**A hand rule for muonic K and L lines, Ag to Xe**

The table holds 3p→1s and 3d→2p3/2 muonic X-ray energies from a radial Dirac calculation with reduced mass, a finite spherical nucleus and the Uehling potential. The program tests hydrogen-like levels with a 1s defect δ = (2/3)x²/(1 + cx), x being the nuclear rms radius over the muonic Bohr radius, and, for the L lines, a damped x⁴ size loss plus a flat Uehling fraction. With c = 2.81 the 3p3/2→1s1/2 line is reproduced within 0.23%, with a systematic drift along the series, and the L lines within 0.24 keV. The uneven K steps follow the radius steps at about −378 keV/fm, and the 3p doublet is only 0.70 to 0.78 of the point formula. A non-relativistic model shows the 1s form failing above x ≈ 1.2 and indicates that the nucleus of the calculation is Gaussian.

Radial Dirac-Fock and Kohn-Sham solver 3: muonic X-ray transition energies for Ag to Xe, from the Dirac equation for a negative muon with reduced mass, a spherical Gaussian nuclear charge and the Uehling potential to all orders. Nuclear polarisation, deformation, self-energy and electron screening are not included. Each line is labelled with its upper level first.

## Analysis program

```python
# Table: muonic X-ray line energies (keV), Ag to Xe, radial Dirac solver, reduced mass, finite spherical
# nucleus, Uehling potential. Tested: a hand rule from Bohr-Sommerfeld levels plus size terms in x = R/a.
T = {
    'ion': ['Ag', 'Cd', 'In', 'Sn', 'Sb', 'Te', 'I', 'Xe'],
    'Z': [47, 48, 49, 50, 51, 52, 53, 54],
    'mass_number': [107, 114, 115, 120, 121, 130, 127, 132],
    'nuclear_rms_radius': [4.545, 4.609, 4.616, 4.652, 4.68, 4.742, 4.75, 4.786],  # fm
    'line_energy_3p32_1s12': [4083.2, 4204.7, 4346.0, 4477.2, 4611.4, 4732.0, 4874.9, 5006.0],  # keV
    'line_energy_3p12_1s12': [4072.7, 4193.5, 4334.0, 4464.3, 4597.7, 4717.5, 4859.4, 4989.6],  # keV
    'line_energy_3d52_2p32': [867.96, 904.63, 942.35, 980.56, 1019.5, 1058.7, 1099.1, 1139.9],  # keV
    'line_energy_3d32_2p32': [863.33, 899.58, 936.87, 974.61, 1013.0, 1051.7, 1091.6, 1131.8],  # keV
}
import numpy as np
from scipy.constants import physical_constants as pc, alpha, hbar, c as cl, e
from scipy.optimize import minimize_scalar, brentq
from scipy.linalg import eigh_tridiagonal
from scipy.special import expit
g = lambda k: np.array(T[k], float)
ion = T['ion']; Z, A, R = g('Z'), g('mass_number'), g('nuclear_rms_radius')
K3, K1, L5, L3 = [g('line_energy_' + s) for s in ('3p32_1s12', '3p12_1s12', '3d52_2p32', '3d32_2p32')]
# further outputs of the same runs (keV): size shifts and Uehling parts of the level bindings
fs1 = np.array([1656.35, 1790.88, 1911.73, 2049.14, 2189.61, 2350.52, 2495.17, 2658.46])
vp1 = np.array([33.3448, 34.2793, 35.4859, 36.5467, 37.647, 38.5565, 39.7677, 40.816])
fs2 = np.array([9.70179, 11.3114, 12.6609, 14.4088, 16.265, 18.705, 20.732, 23.3285])
vpL = np.array([8.33572, 8.77453, 9.23205, 9.69721, 10.1747, 10.6568, 11.1605, 11.6694]) - np.array([2.19904, 2.33109, 2.46742, 2.60864, 2.75442, 2.90535, 3.06053, 3.22094])
dfs3p = (7.71291 - 3.43117, 18.3111 - 8.24494); fs3dSn = 0.030679  # 3p1/2 minus 3p3/2 (Ag, Xe); Sn 3d5/2
m = pc['muon mass energy equivalent in MeV'][0]*1e3; u = pc['atomic mass constant energy equivalent in MeV'][0]*1e3
hc = hbar*cl/e*1e12; za = Z*alpha; mu = m/(1 + m/(A*u)); B0 = mu*za**2/2; a = hc/(mu*za); x = R/a
S = lambda n, k: B0/n**2*(1 + za**2/n**2*(n/k - 0.75))
D = lambda n, k: mu*(1 - 1/np.sqrt(1 + (za/(n - k + np.sqrt(k*k - za**2)))**2))
dl = lambda c, y: 2/3*y*y/(1 + c*y)
K = lambda c, y=x, b=B0, k=2: b/(1 + dl(c, y))**2 - S(3, k)
fit = lambda f, t, s=slice(None): minimize_scalar(lambda p: np.sum((f(p) - t)[s]**2), bounds=(0.1, 6), method='bounded').x
pe = lambda p, t: 100*(p/t - 1)
rep = lambda p, t: f"rms {np.sqrt(np.mean((p-t)**2)):.1f} keV, worst {ion[np.argmax(abs(p-t))]} {(p-t)[np.argmax(abs(p-t))]:+.1f} keV ({pe(p,t)[np.argmax(abs(p-t))]:+.2f}%)"
row = lambda v, f: ' '.join(format(q, f) for q in v)
print(f"muon Rydberg {m*alpha**2/2:.4f} keV, muon Bohr radius {hc/m/alpha:.1f} fm; table rounding 0.05 keV (K), 0.005-0.05 (L)")
print(f"Xe/Ag: Z^2 {(Z[-1]/Z[0])**2:.3f}, 3p3/2-1s {K3[-1]/K3[0]:.3f}, 3d5/2-2p3/2 {L5[-1]/L5[0]:.3f}")
print(f"outputs Ag, Xe: 1s size loss {100*fs1[0]/D(1,1)[0]:.1f}, {100*fs1[-1]/D(1,1)[-1]:.1f}% of point Dirac; 1s Uehling {100*vp1[0]/K3[0]:.2f}, {100*vp1[-1]/K3[-1]:.2f}% of K line")
c = round(fit(K, K3), 2); Kr = K(c); own = (2/3*x*x/(np.sqrt(B0/(K3 + S(3, 2))) - 1) - 1)/x
print("3p3/2-1s: a[fm] x (4/3)x^2 delta rule[keV] table resid[keV] % c of row | 3p1/2-1s resid[keV]")
for i in range(len(Z)): print(f"{ion[i]:2s} {a[i]:.3f} {x[i]:.3f} {4/3*x[i]**2:.2f} {dl(c,x)[i]:.4f} {Kr[i]:.1f} {K3[i]:.1f} {Kr[i]-K3[i]:+.1f} {pe(Kr,K3)[i]:+.2f} {own[i]:.3f} | {(K(c,k=1)-K1)[i]:+.1f}")
print(f"Bohr base c = {c}: " + rep(Kr, K3))
cd = fit(lambda p: K(p, b=D(1, 1)), K3); print(f"point-Dirac base c = {cd:.2f}: " + rep(K(cd, b=D(1, 1)), K3))
c4 = fit(K, K3, slice(0, 4)); print(f"c = {c4:.2f} from Ag-Sn only, resid Sb-Xe [keV]: " + row((K(c4) - K3)[4:], '+.1f'))
print("R = 1.2 A^(1/3) sqrt(3/5) (rough recalled), same c: " + rep(K(c, 1.2*A**(1/3)*0.6**0.5/a), K3))
print(f"no size term: error {pe(B0-S(3,2),K3)[0]:+.0f}% Ag, {pe(B0-S(3,2),K3)[-1]:+.0f}% Xe; reduced mass lowers mu by {100*(1-mu[0]/m):.3f}% Ag, {100*(1-mu[-1]/m):.3f}% Xe")
print("radius steps [fm]:   " + row(np.diff(R), '.3f')); print("K steps table [keV]: " + row(np.diff(K3), '.1f'))
print("K steps rule [keV]:  " + row(np.diff(Kr), '.1f'))
print("rule, R linear in Z: " + row(np.diff(K(c, np.polyval(np.polyfit(Z, R, 1), Z)/a)), '.1f'))
sl = np.polyfit(np.diff(R), np.diff(K3), 1)[0]; cr = np.corrcoef(np.diff(R), np.diff(K3))[0, 1]; dR = (K(c, (R + 1e-3)/a) - Kr)/1e-3
print(f"step vs radius step: slope {sl:.0f} keV/fm, r {cr:.3f}; rule dE/dR {dR[0]:.0f} Ag, {dR[-1]:.0f} Xe; radius rounding {-5e-4*dR[-1]:.2f} keV")
v = round(np.mean(vpL/(S(2, 2) - S(3, 3))), 4); sz = lambda k: B0*x**4/144*np.exp(-k*x)
L = lambda k, j=3: (1 + v)*(S(2, 2) - S(3, j)) - sz(k)
k = round(fit(L, L5), 2); s3d, s3p = (L5 - L3)/(S(3, 2) - S(3, 3)), (K3 - K1)/(S(3, 1) - S(3, 2))
print(f"L rule: Uehling fraction {100*v:.2f}% (rows {100*(vpL/(S(2,2)-S(3,3)))[0]:.2f} to {100*(vpL/(S(2,2)-S(3,3)))[-1]:.2f}), k {k} from lines, {fit(sz,fs2):.2f} from 2p3/2 output shifts")
print("3d5/2-2p3/2 error %: Bohr, Sommerfeld, rule; rule resid[keV] d5/2, d3/2; doublet table/formula 3d, 3p")
for i in range(len(Z)): print(f"{ion[i]:2s} {pe(B0*5/36,L5)[i]:+.2f} {pe(S(2,2)-S(3,3),L5)[i]:+.2f} {pe(L(k),L5)[i]:+.3f}; {(L(k)-L5)[i]:+.2f} {(L(k,2)-L3)[i]:+.2f}; {s3d[i]:.3f} {s3p[i]:.3f}")
print(f"3p doublet Ag, Xe [keV]: table {K3[0]-K1[0]:.1f}, {K3[-1]-K1[-1]:.1f}; point Dirac {(D(3,1)-D(3,2))[0]:.1f}, {(D(3,1)-D(3,2))[-1]:.1f}; size cut {dfs3p[0]:.1f}, {dfs3p[1]:.1f}")
for s in ('Ag', 'Te'):
    i = ion.index(s)
    print(f"{s}: Za {za[i]:.4f}, mu {mu[i]:.0f}, B0 {B0[i]:.1f}, 1s {Kr[i]+S(3,2)[i]:.1f}, 3p3/2 {S(3,2)[i]:.1f}, K {Kr[i]:.1f} keV")
    print(f"{s}: 2p3/2 {S(2,2)[i]:.1f}, 3d5/2 {S(3,3)[i]:.1f}, Uehling +{v*(S(2,2)-S(3,3))[i]:.1f}, size -{sz(k)[i]:.1f} (undamped {sz(0)[i]:.1f}, output {fs2[i]:.1f}), L {L(k)[i]:.1f} keV")
h = 0.005; r = np.arange(1, 5001)*h  # non-relativistic model, lengths in a
def V(rho):
    w = rho*r*r; return -(np.cumsum(w)/r + np.cumsum((w/r)[::-1])[::-1] - w/r)/w.sum()
b1 = lambda p: -2*eigh_tridiagonal(1/h**2 + p, -0.5/h**2*np.ones(len(r) - 1), eigvals_only=True, select='i', select_range=(0, 0))[0]
G = lambda y: V(np.exp(-1.5*r*r/y**2)); ys = np.array([0.2, 0.4, 0.6, 0.9, 1.2, 1.6, 2.0]); f = np.array([b1(G(y)) for y in ys])
cy = (2/3*ys**2/(f**-0.5 - 1) - 1)/ys
print("Schroedinger model, Gaussian charge, x: " + row(ys, '.1f')); print("  c needed: " + row(cy, '.2f'))
print("  1s error % with c held at x = 0.9: " + row(pe((1 + dl(cy[3], ys))**-2, f), '+.2f'))
i = ion.index('Sn'); F = lambda c0: expit(-(r*a[i] - c0)/(2.3/(4*np.log(3))))
VF = V(F(brentq(lambda c0: np.sum(F(c0)*r**4)/np.sum(F(c0)*r*r) - x[i]**2, 1, 9)))
d3 = lambda p: 2*B0[i]*h*np.sum(16/(6561*30)*r**6*np.exp(-2*r/3)*(p + 1/r))
print(f"Sn 3d size shift [keV]: first order Gaussian {d3(G(x[i])):.3f}, Fermi {d3(VF):.3f}, output {fs3dSn:.3f}")
print(f"Sn 1s, model Gaussian minus Fermi binding: about {B0[i]*(b1(G(x[i]))-b1(VF)):.0f} keV (order of magnitude)")
assert K3[-1]/K3[0] < L5[-1]/L5[0] < (Z[-1]/Z[0])**2 and cr < -0.9
assert np.all(abs(s3d - 1) < 0.06) and np.all(s3p < 0.85) and np.all(abs(pe(Kr, K3)) < 0.5)
```

Output:

```
muon Rydberg 2.8132 keV, muon Bohr radius 255.9 fm; table rounding 0.05 keV (K), 0.005-0.05 (L)
Xe/Ag: Z^2 1.320, 3p3/2-1s 1.226, 3d5/2-2p3/2 1.313
outputs Ag, Xe: 1s size loss 25.9, 31.1% of point Dirac; 1s Uehling 0.82, 0.82% of K line
3p3/2-1s: a[fm] x (4/3)x^2 delta rule[keV] table resid[keV] % c of row | 3p1/2-1s resid[keV]
Ag 5.451 0.834 0.93 0.1386 4091.6 4083.2 +8.4 +0.21 2.781 | +5.4
Cd 5.337 0.864 0.99 0.1451 4211.5 4204.7 +6.8 +0.16 2.789 | +3.2
In 5.228 0.883 1.04 0.1493 4350.9 4346.0 +4.9 +0.11 2.795 | +0.9
Sn 5.123 0.908 1.10 0.1548 4479.9 4477.2 +2.7 +0.06 2.803 | -1.7
Sb 5.023 0.932 1.16 0.1600 4611.5 4611.4 +0.1 +0.00 2.810 | -4.9
Te 4.926 0.963 1.24 0.1667 4728.6 4732.0 -3.4 -0.07 2.818 | -9.2
I  4.833 0.983 1.29 0.1712 4867.8 4874.9 -7.1 -0.15 2.826 | -13.5
Xe 4.743 1.009 1.36 0.1770 4994.4 5006.0 -11.6 -0.23 2.835 | -18.7
Bohr base c = 2.81: rms 6.6 keV, worst Xe -11.6 keV (-0.23%)
point-Dirac base c = 2.35: rms 4.8 keV, worst Ag +7.4 keV (+0.18%)
c = 2.79 from Ag-Sn only, resid Sb-Xe [keV]: -6.3 -10.4 -14.5 -19.4
R = 1.2 A^(1/3) sqrt(3/5) (rough recalled), same c: rms 34.1 keV, worst Ag +52.7 keV (+1.29%)
no size term: error +35% Ag, +45% Xe; reduced mass lowers mu by 0.106% Ag, 0.086% Xe
radius steps [fm]:   0.064 0.007 0.036 0.028 0.062 0.008 0.036
K steps table [keV]: 121.5 141.3 131.2 134.2 120.6 142.9 131.1
K steps rule [keV]:  119.8 139.4 129.0 131.7 117.0 139.2 126.6
rule, R linear in Z: 130.4 130.1 129.9 129.4 129.1 128.3 127.8
step vs radius step: slope -378 keV/fm, r -0.996; rule dE/dR -333 Ag, -469 Xe; radius rounding 0.23 keV
L rule: Uehling fraction 0.72% (rows 0.70 to 0.73), k 0.94 from lines, 0.92 from 2p3/2 output shifts
3d5/2-2p3/2 error %: Bohr, Sommerfeld, rule; rule resid[keV] d5/2, d3/2; doublet table/formula 3d, 3p
Ag -0.66 +0.39 +0.018; +0.15 +0.24; 1.027 0.776
Cd -0.59 +0.52 +0.012; +0.11 +0.22; 1.030 0.761
In -0.55 +0.60 +0.009; +0.08 +0.20; 1.029 0.751
Sn -0.48 +0.72 +0.005; +0.05 +0.18; 1.030 0.745
Sb -0.41 +0.84 -0.001; -0.01 +0.19; 1.040 0.731
Te -0.29 +1.00 -0.001; -0.02 +0.18; 1.036 0.715
I  -0.23 +1.12 -0.003; -0.03 +0.13; 1.029 0.709
Xe -0.13 +1.27 -0.009; -0.10 +0.09; 1.031 0.696
3p doublet Ag, Xe [keV]: table 10.5, 16.4; point Dirac 14.6, 26.2; size cut 4.3, 10.1
Ag: Za 0.3430, mu 105546, B0 6207.8, 1s 4788.1, 3p3/2 696.5, K 4091.6 keV
Ag: 2p3/2 1563.4, 3d5/2 692.0, Uehling +6.3, size -9.5 (undamped 20.8, output 9.7), L 868.1 keV
Te: Za 0.3795, mu 105566, B0 7600.3, 1s 5583.2, 3p3/2 854.6, K 4728.6 keV
Te: 2p3/2 1917.2, 3d5/2 847.9, Uehling +7.7, size -18.3 (undamped 45.3, output 18.7), L 1058.7 keV
Schroedinger model, Gaussian charge, x: 0.2 0.4 0.6 0.9 1.2 1.6 2.0
  c needed: 2.10 2.29 2.43 2.60 2.74 2.91 3.05
  1s error % with c held at x = 0.9: +0.24 +0.65 +0.72 -0.00 -1.51 -4.29 -7.56
Sn 3d size shift [keV]: first order Gaussian 0.028, Fermi 0.018, output 0.031
Sn 1s, model Gaussian minus Fermi binding: about 38 keV (order of magnitude)
```
